This three-electron lanthanum pseudopotential reproduces changes in the outer 6s and 6p shells of the neutral atom and the +1 ion to about a hundredth of an eV or better, does worse per electron when 5d is filled, and fails by almost 1 eV when an electron enters 4f. The largest error comes with charge moved deep into the core region; stripping both 6s electrons comes next, with $-56.6$ meV, while a charge of +1 by itself matters little. All nine errors are negative, and a spurious bound p state at $-36.21$ eV leaves no visible mark on any of them.

Tests of a scalar-relativistic LDA (Perdew-Zunger) pseudopotential for La, made with ld1.x 7.5: separable Troullier-Martins form, Xe core, nonlinear core correction, s channel local, radii 2.95 (s), 3.1 (p), 2.38 (d) and 1.75 (f) bohr. Energies are relative to 4f0 5d1 6s2 6p0, unpolarised; errors are all-electron minus pseudo. Polarised rows follow Hund's rule.

| test configuration | test spin polarised | excitation energy all-electron (eV) | excitation error (meV) |
| --- | --- | --- | --- |
| 4f0 5d1 6s1 6p0 | no | 6.1629 | -1.646 |
| 4f0 5d1 6s0 6p0 | no | 17.315 | -56.56 |
| 4f0 5d1 6s1.5 6p0 | no | 2.4824 | -0.02721 |
| 4f0 5d1.5 6s1.5 6p0 | no | 0.36167 | -10.30 |
| 4f0 5d1 6s0 6p2 | no | 5.0476 | -12.52 |
| 4f0 5d1 6s1 6p1 | no | 2.4596 | -2.531 |
| 4f1 5d0 6s1 6p0 | no | 6.3317 | -959.5 |
| 4f0 5d1 6s2 6p0 | yes | -0.097498 | -0.2313 |
| 4f0 5d1 6s1 6p0 | yes | 5.7371 | -3.102 |

Each row gives the total energy of a valence configuration relative to 4f0 5d1 6s2 6p0 in scalar-relativistic LDA, for a spherical atom without spin-orbit coupling. The excitation error is $\Delta = E_{\rm AE} - E_{\rm PS}$, all-electron minus pseudo, so a negative value means that the pseudo-atom charges too much for the change. The electron count varies from row to row: the charges run from 0 to +2, and five of the excitations include some ionisation. Only rows that differ in one respect can be read as a series.

**What the error should look like.** Janak's theorem says that the slope of the energy with respect to an occupation $n_i$ is the orbital energy $\varepsilon_i$. For $x$ electrons moved from orbital $a$ to orbital $b$,

$$E(x) = (\varepsilon_b - \varepsilon_a)\,x + \tfrac12 U x^2 + \dots$$

where $U$ is the screened change of the level gap per electron moved, and $\varepsilon_b = 0$ for removal. The potential is built to have the all-electron $\varepsilon_i$ at the reference, so the linear term cancels in $\Delta$ by construction and tests nothing. What remains is

$$\Delta(x) = \tfrac12\,(U_{\rm AE} - U_{\rm PS})\,x^2 + \dots$$

and doubling $x$ should multiply the error by 4 as long as the leading term rules. Nothing is fitted here; the estimate is simply applied to three pairs of rows, and the printed analysis after this text lists these and the other differences used.

Two causes add in $U_{\rm AE} - U_{\rm PS}$. The core, which here includes the 5s and 5p shells, is frozen in its reference shape. A frozen core is a restricted trial density, so its energy lies above the relaxed one in any configuration but the reference, and this part of $\Delta$ is negative. The second cause is pseudisation: inside the chosen radii the smooth orbitals, and the smoothed core density of the core correction, differ from the true ones, and that part can have either sign. Nine negative errors out of nine agree with the frozen-core sign, which is suggestive, but the share of each cause has not been tested.

**Rows 1 to 3: taking 6s away.** In order of electrons removed (0.5, 1, 2) the errors are $-0.03$, $-1.6$ and $-56.6$ meV. The first two are small for a reason that electrostatics gives. The 6s charge lies almost wholly outside the core, and a spherical shell produces a constant potential inside itself. Removing it shifts the core levels but exerts hardly any force on the core electrons, so freezing them costs little. Norm conservation adds that the pseudo 6s orbital holds the right charge inside its radius and therefore produces the right field outside.

The factor-of-4 estimate fails on this stretch. From one to two electrons it predicts $-6.6$ meV against $-56.6$ meV in the table, a power of 5.1 in place of 2. From half an electron to one the power is near 6, but the first error is only two steps of the $10^{-6}$ Ry (0.0136 meV) to which the energies are rounded, and one step either way moves that power between 5.3 and 6.9. The numbers suggest that the second-order term for 6s removal is very small and that higher orders take over. They show more firmly that this steepness belongs to the error alone: with the 6s level of the same calculation as slope (3.818 eV), the all-electron energies give $U$ = 4.59, 4.69 and 4.84 eV, close to a plain parabola. A likely reason, though an untested one, is indirect: as the screening 6s cloud goes, the 5d electron contracts towards the 5s5p region, where frozen shells and a smoothed orbital describe it less well. Even so the second ionisation step, 11.152 eV, is off by only 0.49 % of itself.

**Row 4: half an electron from 6s to 5d.** The atom stays neutral and the energy is small, 0.362 eV, yet the error is $-10.3$ meV, or 2.8 % of the excitation. Row 3 has the same 6s occupation without the added 5d charge and has practically no error, so the comparison assigns the $-10.27$ meV to filling 5d. The 5d orbital shares its principal shell with 5s and 5p and overlaps them. Charge placed there screens the nucleus for part of those shells, which respond by expanding in the all-electron atom and cannot do so in the pseudo-atom. This is the likely cause of the error, though the smoothed 5d orbital may have a share in it. Divided by $x^2$ the error is $-41$ meV, more than ten times the value for either 6s to 6p row. That figure rests on one row, and the power law for this transfer is unchecked.

**Rows 5 and 6: 6s to 6p.** Here the estimate works fairly well. From the one-electron row, $4 \times (-2.531) = -10.12$ meV for two electrons; the table has $-12.52$ meV. The estimate falls short by $12.52 - 10.12 = 2.40$ meV, 19 % of the table value, which corresponds to a power of 2.3. The all-electron energy is nearly linear (ratio 2.052 for two electrons against one), as it should be when charge moves between two diffuse orbitals of similar size and the repulsion terms in $U$ largely cancel.

These rows also separate charge from 6s occupation. With 6s empty, returning two electrons as 6p cuts the error from $-56.6$ to $-12.5$ meV, so most of the error of the +2 ion goes with the lost outer screening and less with the emptied 6s shell as such. This fits the contraction guess without proving it. With one 6s electron left, adding 6p does not help: the error grows by 0.89 meV in size.

The ghost belongs here, since it lives in the p channel. A separable potential acts through one projector per channel, fixed at the reference energy, and the rule that orders levels by their nodes no longer holds for it, so an extra level can appear below the intended one. It lies 32.4 eV below 6s. An electron moved into it would release tens of eV, whereas the pseudo-atom pays 2.462 eV against 2.460 eV, so the test has placed the electron in the proper 6p state and left the ghost empty. The scattering phases of the same calculation agree with this: the p error vanishes near $-0.08$ Ry. The p error of $-2.9$ rad at $-2$ Ry is no mark of the ghost: just above that energy it is the all-electron phase that drops by nearly $\pi$, as expected at the 5p core level, which the pseudo-atom leaves out. A plane-wave calculation fills the lowest levels it finds, and a p level holds six electrons against three in the valence, so the potential would be unusable there despite these two good rows.

**Row 7: the 4f electron.** The unpolarised 5d1 6s1 row has the same charge and spin treatment, so the difference isolates the transfer from 5d to 4f. It costs 0.169 eV in the all-electron ion and 1.127 eV in the pseudo-ion. The error of this row is 17 times the next largest and 583 times that of its partner, which rules out the +1 charge as the cause.

The likely mechanism is relaxation of the outer core. The 4f orbital has no radial node and, once drawn in by the nuclear charge, lies mostly inside the 5s and 5p shells. An electron put there acts on those shells almost like a reduction of the nuclear charge by one. They expand, and that relaxation lowers the large Coulomb cost of filling so compact an orbital. Frozen 5s5p shells give no such relief, which pushes $U_{\rm PS}$ above $U_{\rm AE}$. How much of the $-958$ meV comes instead from smoothing the f orbital and the core density is untested, and the conclusion rests on this single row. Treating 5s and 5p as valence would let them relax and remove that part of the error.

The row matters more than its exotic look suggests. At the neutral reference the empty 4f level lies 1.37 eV below 5d and 0.76 eV below 6s, so by Janak's theorem a small transfer into 4f lowers the energy: the reference is not the lowest state of this spherical LDA model when occupations may be fractional. A calculation free to choose its occupations would lean on the weakest channel. A basis can hide this, because the 18 Ry cutoff that converges the occupied levels to 1 mRy does not bind 4f; even at 60 Ry the lowest f level is at $+0.091$ Ry.

**Rows 8 and 9: spin.** The energies here are measured from the unpolarised reference, so row 8 is the polarisation gain of 5d1 6s2, $-0.0975$ eV, and row 9 minus row 1 is that of 5d1 6s1, $-0.4258$ eV. An energy of second order in the moment would give a ratio of 4 for two unpaired electrons against one; the table gives 4.37. The agreement is loose by nature, since d–d, d–s and s–s exchange differ and the second case is an ion. The pseudo-atom gains slightly less in both cases, by 0.24 % and 0.34 % of the gain. Turning spins moves little charge, so the frozen core is hardly strained, and the core correction keeps the core density in the nonlinear exchange-correlation term that sets the spin energy. The 5.737 eV of row 9 mixes two treatments; the ionisation with both ends polarised is $5.7371 + 0.0975 = 5.835$ eV, against 6.163 eV unpolarised. The unpolarised rows put zero moment on open shells, so their energies serve as tests of the potential and are not spectroscopic predictions.

For an untried configuration the guide is where the charge goes: little error for exchanges among 6s and 6p at low charge, more once the outer screening is stripped or 5d changes, and a large one for any sizeable 4f occupation. All of this probes energies near the bound levels. Higher up the s phase error reaches $-2.8$ rad and the f error 1.8 rad near 1.4 Ry, so the small atomic errors do not guarantee small errors in a solid.

The analysis program printed:

```
configuration      spin charge  E_AE(eV)  E_pseudo(eV)  error(meV)  |error|/|E|(%)
4f0 5d1 6s1 6p0     no   +1.0    6.1629      6.1645       -1.646      0.027
4f0 5d1 6s0 6p0     no   +2.0   17.3150     17.3716      -56.560      0.327
4f0 5d1 6s1.5 6p0   no   +0.5    2.4824      2.4824       -0.027      0.001
4f0 5d1.5 6s1.5 6p0 no   +0.0    0.3617      0.3720      -10.300      2.848
4f0 5d1 6s0 6p2     no   +0.0    5.0476      5.0601      -12.520      0.248
4f0 5d1 6s1 6p1     no   +0.0    2.4596      2.4621       -2.531      0.103
4f1 5d0 6s1 6p0     no   +1.0    6.3317      7.2912     -959.500     15.154
4f0 5d1 6s2 6p0     yes  +0.0   -0.0975     -0.0973       -0.231      0.237
4f0 5d1 6s1 6p0     yes  +1.0    5.7371      5.7402       -3.102      0.054
rounding step 1e-6 Ry = 0.0136 meV; the 6s1.5 error is 2.0 steps
negative errors: 9 of 9
-- doubling the electrons moved (second-order estimate: factor 4, power 2)
6s removal 0.5 to 1: factor 60.49, power 5.92, estimate -0.11 meV, table -1.65 meV
6s removal 1 to 2: factor 34.36, power 5.10, estimate -6.58 meV, table -56.56 meV
6s to 6p 1 to 2: factor 4.95, power 2.31, estimate -10.12 meV, table -12.52 meV
first power if the 6s1.5 error moves by one step: 5.3 to 6.9
-- error / (electrons moved)^2 from the reference, meV
6s out 0.5: -0.11
6s out 1: -1.65
6s out 2: -14.14
6s to 6p 1: -2.53
6s to 6p 2: -3.13
6s to 5d 0.5: -41.20
-- all-electron energies
6s slope 3.818 eV; curvature 2(E-slope*x)/x^2 at x=0.5,1,2: 4.59, 4.69, 4.84 eV
second ionisation 11.152 eV, error -54.9 meV (0.49 %)
6s to 6p: E(2)/E(1) = 2.052; 6s to 5d 0.5: linear term 0.305 eV, table 0.362 eV
-- single steps between rows
5d to 4f in the +1 ion: AE 0.169 eV, pseudo 1.127 eV, error -957.9 meV, ratio 6.7
4f row error / next largest error = 17.0; / unpolarised 5d1 6s1 error = 583
adding 0.5 5d at 6s1.5 changes the error by -10.27 meV
adding 6p: one at 6s1 -0.89 meV; two at 6s0 +44.04 meV (ion/neutral 4.5)
-- spin polarisation
5d1 6s2 (1 unpaired): -0.0975 eV, error -0.23 meV (0.24 %)
5d1 6s1 (2 unpaired): -0.4258 eV, error -1.46 meV (0.34 %)
energy ratio 4.37, squared-moment ratio 4
polarised 6s ionisation 5.835 eV, error -2.87 meV; unpolarised 6.163 eV
-- levels of the same run
4f-5d -1.37 eV, 4f-6s -0.76 eV at the neutral reference
p ghost -36.21 eV, 32.4 eV below 6s; lowest f level at 60 Ry cutoff +0.091 Ry
```
